# One O–H group turning on boron

In H₂N–B(OH)₂ a boron atom carries one amino group and two hydroxyl groups. One O–H group is turned about its B–O bond while every other part of the molecule is held fixed. At a torsion of 0° its hydrogen points to the nitrogen side; near 180° it points towards the other oxygen. The table gives the energy above the minimum structure, with three angles left open.

Rigid scan of the torsion N1–B2–O4–H8 in H₂N–B(OH)₂ (SMILES NB(O)O; atoms in SMILES order, hydrogens last), computed with Ansatz 0.2.0 in the gas phase with the def2-TZVPP basis and, for CCSD and CCSD(T), frozen cores. Energies at each level are relative to the PBE0-D4/def2-TZVP minimum structure, which lies at 0°.

```tsv
torsion (°)	CCSD(T) (eV)	B3LYP-D4 (eV)	CCSD (eV)	B3LYP-D4 less CCSD(T) (eV)	T1 diagnostic
-159.2	0.1638	0.1622	0.1645	-0.0016	0.011
-129.2	?	?	?	?	?
-99.2	0.2767	0.2656	0.2774	-0.0111	0.011
-69.2	0.2225	0.2129	0.2236	-0.0096	0.011
-39.2	?	?	?	?	?
-9.2	0.0057	0.0054	0.0058	-0.0003	0.011
0.0	0.0000	0.0000	0.0000	0.0000	n/a
20.8	0.0284	0.0271	0.0287	-0.0013	0.011
50.8	0.1449	0.1387	0.1460	-0.0062	0.011
80.8	0.2572	0.2463	0.2581	-0.0109	0.011
110.8	?	?	?	?	?
140.8	0.1984	0.1941	0.1993	-0.0043	0.011
170.8	0.1524	0.1518	0.1530	-0.0006	0.011
```

CCSD(T) is the reference here, and B3LYP-D4 is a much cheaper density functional. The column "B3LYP-D4 less CCSD(T)" is the error of the functional relative to that reference.

## (a) What shape should the curve have?

Use the bonding and the symmetry of the molecule to find a formula for the energy as a function of the torsion φ.

**Solution.** Boron in this molecule has an empty p orbital that stands upright on the molecular plane. The oxygen of the turning group has a lone pair in a p orbital. When the O–H bond lies in the plane, this lone pair is upright too, and it can donate into the empty orbital. Such π donation stabilises the molecule and stiffens the B–O bond against twisting.

Turning the O–H group tilts the lone pair away from the boron orbital. The coupling between two p orbitals tilted by φ falls as cos φ. The energy gained by donation from a filled into an empty orbital goes as the square of the coupling, hence as cos²φ. What is lost on turning is therefore proportional to 1 − cos²φ, which equals (1 − cos 2φ)/2. This twofold term is zero at both planar ends and greatest at 90°. Oxygen's other lone pair, which lies in the B–O–H plane, comes upright as the first one leaves and can donate weakly in its place. That makes the term smaller but leaves its form unchanged.

Ethylene, twisted about its C=C bond, is the simpler system with the same geometry: two p orbitals lose their overlap at a right angle. The comparison holds for the angle and not for the size. Twisted ethylene is left with two unpaired electrons, whereas here the lone pair merely stays at home on oxygen, at a far lower cost. The T1 diagnostic, which warns when a single electron configuration is a poor starting point, accordingly stays at 0.011 in the known turned rows.

The two planar ends of ethylene are alike, but those of the O–H group are not, because it has an amino group on one side and a hydroxyl group on the other. At 170.8° the CCSD(T) energy is still 0.152 eV. The structure suggests a reason: the other hydroxyl group points its hydrogen at the turning group, and at −159.2° the two hydrogens are only about 2.1 Å apart. At 0° that side of the oxygen holds a lone pair instead, which should attract the other hydrogen. How much of the energy comes from the crowding and how much from this lost attraction isn't computed separately. The difference between the ends calls for a onefold term, (1 − cos φ)/2, which climbs from one end to the other.

Symmetry supplies the last piece. The rest of the molecule is planar in the optimised structure. Turning by +φ and by −φ therefore gives mirror images with equal energy, and only cosines may appear:

E(φ) = V₁(1 − cos φ)/2 + V₂(1 − cos 2φ)/2 + smaller terms of the same kind

V₂ has a plain meaning: it is the height at 90° above the average of the two planar ends. The same reasoning can be tried on related rotors. In this picture π donation is the main source of V₂, and unlike neighbours give rise to V₁, which vanishes when the two sides are equivalent. For that, the neighbours must match not only in kind but also in the way their hydrogens point.

## (b) What are the energies at the open angles?

Predict the CCSD(T) energy and the error of B3LYP-D4 at −39.2°, 110.8° and −129.2°, each with a range.

**Solution.** The formula was fitted to the nine known CCSD(T) rows other than 0°, where the energy is zero by definition. With V₁ and V₂ alone it catches the main shape but lies 0.008 eV too high at 140.8°, so the true curve drops sooner after its top and then levels off towards 180°. Adding the threefold and fourfold terms brings every known row within 0.0005 eV. Together these two small terms raise the curve near 180° and lower it around 140.8°. A short-range contact between the two hydrogens would leave such a mark, though the fit alone can't prove that origin.

The fit gives V₁ = 0.141 eV and V₂ = 0.198 eV, with V₃ and V₄ near +0.008 and −0.008 eV. At 110.8°, a row that took no part in the fit, the four factors (1 − cos kφ)/2 are 0.678, 0.874, 0.057 and 0.441. The estimate is then

E = 0.1411 × 0.678 + 0.1981 × 0.874 + 0.0082 × 0.057 − 0.0083 × 0.441 ≈ 0.266 eV

Most of this is the twofold term: the lone pair is still largely out of line. The forecasts for CCSD(T) are:

- −39.2°: 0.093 ± 0.003 eV
- 110.8°: 0.266 ± 0.003 eV, below the row at −99.2° but above the one at 80.8°
- −129.2°: 0.227 ± 0.003 eV, near the value at −69.2°

When each known row is left out in turn, the typical miss is only 0.0006 eV. The range is set wider because, once the sign of the angle is dropped, two of the open angles fall into the same gap, between 99.2° and 140.8°. That is also the side on which the two-term formula fails.

The error of B3LYP-D4 follows a simpler pattern. It reaches −0.011 eV near a right angle and almost vanishes at both planar ends, just as the twofold term does. One constant, fitted to the same nine rows, describes it: −0.0111 eV times (1 − cos 2φ)/2. The forecasts are −0.004 eV at −39.2°, −0.010 eV at 110.8° and −0.007 eV at −129.2°, each ± 0.001 eV.

## (c) How good were the predictions?

Compare them with the computed values and explain what worked and what didn't.

The withheld rows as computed:

```tsv
torsion (°)	CCSD(T) (eV)	B3LYP-D4 (eV)	CCSD (eV)	B3LYP-D4 less CCSD(T) (eV)	T1 diagnostic
-129.2	0.2268	0.2204	0.2277	-0.0064	0.011
-39.2	0.0936	0.0895	0.0945	-0.0041	0.011
110.8	0.2660	0.2563	0.2668	-0.0097	0.011
```

**Solution.** The three CCSD(T) energies fall within their ranges. Before rounding, the model values are slightly low each time, by less than 0.0006 eV, which is about the typical miss when a known row is left out. For these three rows, the ranges were thus more than five times as wide as needed. The order was right as well: 110.8° lies between its two named neighbours in energy, and −129.2° comes close to −69.2°.

The success rests largely on the mirror symmetry. It lets rows with positive and negative angles support one another, so that a few points scattered over the full turn describe a single half-turn. Agreement across both signs is also what a planar frame should give. It doesn't by itself establish π donation as the cause of the twofold term; that part rests on the orbital argument in (a).

The smaller terms earned their place on the way down to 180°. With V₁ and V₂ alone, the value at −129.2° would have been 0.236 eV, about 0.010 eV too high and well outside the range. At −39.2° the same shortened formula is only 0.002 eV too high. The simple picture of donation plus unlike ends therefore reproduces the main rise and fall of the curve, but it makes the far shoulder too broad.

The three forecasts for B3LYP-D4 also hold; before rounding, the model values miss by less than 0.0004 eV. The functional reproduces the difference between the planar ends almost exactly and makes the twofold term too small, by 0.0111 out of 0.198 eV, or about 6 percent. Its error thus rises and falls with the angle in the same way as the expected loss of donation, but this doesn't show what causes it. Whether the functional alone is to blame remains open, since the CCSD(T) reference was computed in a finite basis without correction, and a discrepancy of this size could partly come from there.

For practical use, the highest computed point, 0.277 eV at −99.2°, corresponds to about 27 kJ/mol (0.277 × 96.5). This is the cost of turning a rigid molecule, not a barrier to put into a rate equation. In a real rotation the bond lengths and angles adjust, which would lower the raised parts of the curve. The region near 180° shows a lower energy than the top, but no second stable form was optimised there.

The output below gives the fits, the worst miss of each on the fitted rows, and the miss at each withheld row.

Printed output of the fit:

```
fit of ccsd_t on 9 rows (abs(x) > 1): coefficient of h1 0.1428 +/- 0.0026, coefficient of h2 0.1996 +/- 0.0027; rms 0.0035, worst 140.8 0.00803, leave-one-out rms 0.00504
  rows outside the fit (model, value, miss): -129.2 0.2364, 0.2268, 0.00956; -39.2 0.09579, 0.0936, 0.00219; 0.0 0, 0, 0; 110.8 0.2711, 0.266, 0.00514
fit of ccsd_t on 9 rows (abs(x) > 1): coefficient of h1 0.1411 +/- 0.00029, coefficient of h2 0.1981 +/- 0.00027, coefficient of h3 0.00822 +/- 0.00034, coefficient of h4 -0.008309 +/- 0.0003; rms 0.000245, worst -99.2 -0.000438, leave-one-out rms 0.000625
  rows outside the fit (model, value, miss): -129.2 0.2266, 0.2268, -0.000167; -39.2 0.09305, 0.0936, -0.000546; 0.0 0, 0, 0; 110.8 0.2656, 0.266, -0.000449
fit of err on 9 rows (abs(x) > 1): coefficient of h2 -0.01109 +/- 0.00014; rms 0.000232, worst 50.8 -0.000458, leave-one-out rms 0.000268
  rows outside the fit (model, value, miss): -129.2 -0.006658, -0.0064, -0.000258; -39.2 -0.004429, -0.0041, -0.000329; 0.0 0, 0, 0; 110.8 -0.009689, -0.0097, 1.11e-05
Largest miss of the two-term model on the known rows, eV: 0.008028
Largest miss of the four-term model on the known rows, eV: 0.0004377
Four-term value at 180 degrees, eV: 0.1494
CCSD(T) fall from -99.2 to 170.8 degrees, eV: 0.1243
B3LYP-D4 error at -99.2 degrees as a share of the CCSD(T) energy, percent: -4.012
Largest effect of triples on the known rows, eV: 0.0011
```
